# Putting names back on six k points

A band calculation gives energies at k points, and each k point fixes how the phase of an electron wave changes from one cell to the next. If the names of the points are lost, the energies still carry traces of them. The rows below belong to six points of one SnC₃ crystal. The task is to name them, and to know which names could safely be used in further work.

SnC3, 4 atoms in the cell, built as ordered alloy on diamond lattice, space group P-4m2 (115), conventional a = 2.979, c = 4.644 Å, 10.30 Å³ an atom. Band levels by a costlier level of theory given those of a cheaper one on the same cell, each from its own valence top. Ansatz 0.2.0, plane-wave PAW, no spin polarisation, cell relaxed with r2SCAN; cheaper level HSE06; costlier level PBE0; costlier k mesh 6×6×4. Candidates: Z, X, M, R, A, Gamma.

| row | band v2, cheaper level (eV) | band v1, cheaper level (eV) | band c1, cheaper level (eV) | band c2, cheaper level (eV) | band v2, costlier level (eV) | band v1, costlier level (eV) | band c1, costlier level (eV) | band c2, costlier level (eV) |
| --- | --- | --- | --- | --- | --- | --- | --- | --- |
| A | -5.528 | -0.844 | 3.043 | 4.220 | -5.556 | -0.870 | 3.784 | 4.970 |
| B | 0.000 | 0.000 | 1.518 | 1.927 | 0.000 | 0.000 | 2.239 | 2.648 |
| C | -3.024 | -0.652 | 1.133 | 3.400 | -3.034 | -0.673 | 1.842 | 4.124 |
| D | -7.139 | -6.758 | 4.744 | 4.744 | -7.194 | -6.814 | 5.490 | 5.490 |
| E | -5.942 | -3.996 | 1.445 | 1.445 | -5.973 | -4.011 | 2.157 | 2.157 |
| F | -1.271 | -1.271 | 1.544 | 2.879 | -1.294 | -1.294 | 2.269 | 3.610 |

Bands v1 and v2 are the highest and second-highest filled bands; c1 and c2 are the lowest and second-lowest empty ones. Each level of theory has its zero at its own valence top. The argument uses the cheaper level, HSE06, unless PBE0 is named.

In half steps along the three reciprocal axes, the candidates are Γ (0,0,0), X (0,1,0), M (1,1,0), Z (0,0,1), R (0,1,1) and A (1,1,1). A half step means that the wave changes sign from each cell to the next in that direction. To avoid confusion, "row A" is always a row and "point A" a k point.

## Look for equal pairs first

Six names can be placed on six rows in 720 ways. The quickest cut comes from levels that coincide. Rows B and F have v1 equal to v2, and rows D and E have c1 equal to c2. Rows A and C have no such pair.

The crystal has a symmetry operation that combines a quarter turn about the long axis with an inversion. It turns an x-like state into a y-like one, so the two must have the same energy, provided that the operation leaves the k point where it is. It does so at Γ, Z, M and point A, where the two in-plane steps are alike. At X and R only one in-plane step is taken, and the quarter turn moves it to the other axis. The operation then links two different k points and forces no pair at either.

Four rows with pairs therefore match four candidates, unless two levels coincide by accident. Rows A and C must be X and R in some order. This leaves 48 assignments. The test relies on a calculation without spin–orbit coupling, which would split the pair at the valence top.

## Go back to the parent crystal

The next cut comes from a limiting case. If all atoms were alike and sat on ideal sites, the crystal would be a diamond lattice, here stretched by about 10 % along one axis. Its smallest cell would hold two atoms instead of four. Doubling the cell folds the k points together, so each candidate inherits the states of two points of the parent.

Row B contains the valence top. In tetrahedral group-14 crystals this lies at Γ, where the uppermost filled states are bonding combinations of p orbitals. In the cubic parent three of them are equal. Stretching and ordering set the z direction apart, while x and y stay equal. The pair at 0 eV in row B is what remains, so row B is Γ.

Row F has the other filled pair, at −1.271 eV. Z lies straight above Γ along the long axis, and x-like and y-like states stay equal all along that line. In the parent, Z is the middle of the line from Γ to the parent's X point, where the upper filled pair has sunk only part of the way. That makes row F the natural choice for Z.

Rows D and E remain for M and point A. M inherits two of the parent's X points, near which silicon and diamond have their lowest empty states. Point A inherits two of the parent's W points, at corners of its zone, where filled states lie deep and empty ones high. Row E has its empty pair at 1.445 eV. In row D the pair is 3.3 eV higher and the top filled level 2.8 eV lower, so row D is point A and row E is M.

These four names are well supported, though they don't all rest on the same ground. Symmetry alone separates the paired rows from the others. The order within the paired rows comes from the parent crystal, and it would fail if the ordering of tin and carbon had moved levels past one another.

## X or R: two hints that disagree

Rows A and C are harder. A simple rule says that filled states sink as one moves away from Γ. It needs only the cell edges:

- A half step in the plane is π/2.979 Å = 1.055 Å⁻¹.
- A half step along the long axis is π/4.644 Å = 0.676 Å⁻¹.
- X is therefore 1.055 Å⁻¹ from Γ, and R is √(1.055² + 0.676²) = 1.25 Å⁻¹ away.

R is farther out and should have the deeper v1. That would make row A, at −0.844 eV, the R point.

The empty states point the other way. R inherits two of the parent's L points. Heavier group-14 crystals have low-lying empty states at L; in germanium the lowest one is there. Row C has c1 at 1.133 eV, the lowest in the table, while row A has it 1.9 eV higher. This favours row C as R.

The second hint deserves more weight, because the two rows differ by only 0.2 eV in v1. It is still a leaning, since SnC₃ is mostly carbon and needn't follow germanium. If a design decision hung on this name, the right step would be to recover the k-point coordinates.

## The names

The rows with their labels:

| point name | band v2, cheaper level (eV) | band v1, cheaper level (eV) | band c1, cheaper level (eV) | band c2, cheaper level (eV) | band v2, costlier level (eV) | band v1, costlier level (eV) | band c1, costlier level (eV) | band c2, costlier level (eV) |
| --- | --- | --- | --- | --- | --- | --- | --- | --- |
| Gamma | 0.000 | 0.000 | 1.518 | 1.927 | 0.000 | 0.000 | 2.239 | 2.648 |
| X | -5.528 | -0.844 | 3.043 | 4.220 | -5.556 | -0.870 | 3.784 | 4.970 |
| M | -5.942 | -3.996 | 1.445 | 1.445 | -5.973 | -4.011 | 2.157 | 2.157 |
| Z | -1.271 | -1.271 | 1.544 | 2.879 | -1.294 | -1.294 | 2.269 | 3.610 |
| R | -3.024 | -0.652 | 1.133 | 3.400 | -3.034 | -0.673 | 1.842 | 4.124 |
| A | -7.139 | -6.758 | 4.744 | 4.744 | -7.194 | -6.814 | 5.490 | 5.490 |

All six assignments hold, including the uncertain pair: row A is X and row C is R. The distance rule would have swapped them. It also fails for Z, the nearest point to Γ, whose top filled level lies deeper than those of X and R. Over all six points the rank correlation between distance and depth is 0.77, where 1 would be a perfect order. The rule finds the two deepest points, M and A, but treats all directions alike. Orbitals and bonds don't.

X also shows how far the parent picture can be trusted. In the parent, the two points folded onto X are opposite wave vectors and have equal energies, so v1 and v2 would coincide. In SnC₃ they are 4.7 eV apart. Unlike atoms, together with the shifts in position that they cause, have removed the equality. The parent is thus a guide to which states meet at a point and roughly in what order, but a poor source of energies.

The names also give the gap a meaning. On the k mesh of the calculation, the lowest empty state is at R and the highest filled one at Γ, so the gap found is indirect. A still lower empty state between the mesh points isn't ruled out. At Γ itself the empty level lies 0.385 eV higher than at R. Light absorption across the smallest gap would need help from lattice vibrations. Whether tin is what pulls the state at R down is a guess that the energies alone can't settle.

## What the costlier level adds

PBE0 would have led to the same names. It has the same equal pairs and the same order of c1 from point to point. Relative to HSE06 it raises c1 by between 0.709 and 0.746 eV. These shifts differ by only 0.037 eV, although c1 itself varies by 3.6 eV over the six points.

Theory offers a reason for this near-rigid shift. Both methods use the same share of exact exchange at short range, but HSE06 screens it out at long range and PBE0 keeps it. The long-range part varies slowly in space. It separates filled from empty states, but hardly distinguishes one empty state from another. The agreement between the two levels is therefore no independent check on the names.

For this crystal, the shift of c1 found at any one of the six points can be carried over to the other five with an error below 0.04 eV relative to PBE0. That places the lowest empty band at these points relative to the valence top. It saves little work, since a self-consistent PBE0 run needs the whole k mesh anyway. Nor does the shift show which gap is right. PBE0 often overestimates the gaps of ordinary semiconductors, and its long-range exchange converges slowly with the k mesh. The gap of 1.133 eV from HSE06 and that of 1.842 eV from PBE0 are best carried as two estimates, both without spin–orbit coupling, for a hypothetical crystal whose stability is untested.

For another ordered alloy with a known parent lattice, and with symmetry that forces pairs at some of the points, the same order of work can be tried. Equal pairs come first, because symmetry enforces them whatever the size of the gap. The parent lattice comes next, to sort the points within each group. Distance from Γ comes last, and it shouldn't decide between two points whose filled levels are close.
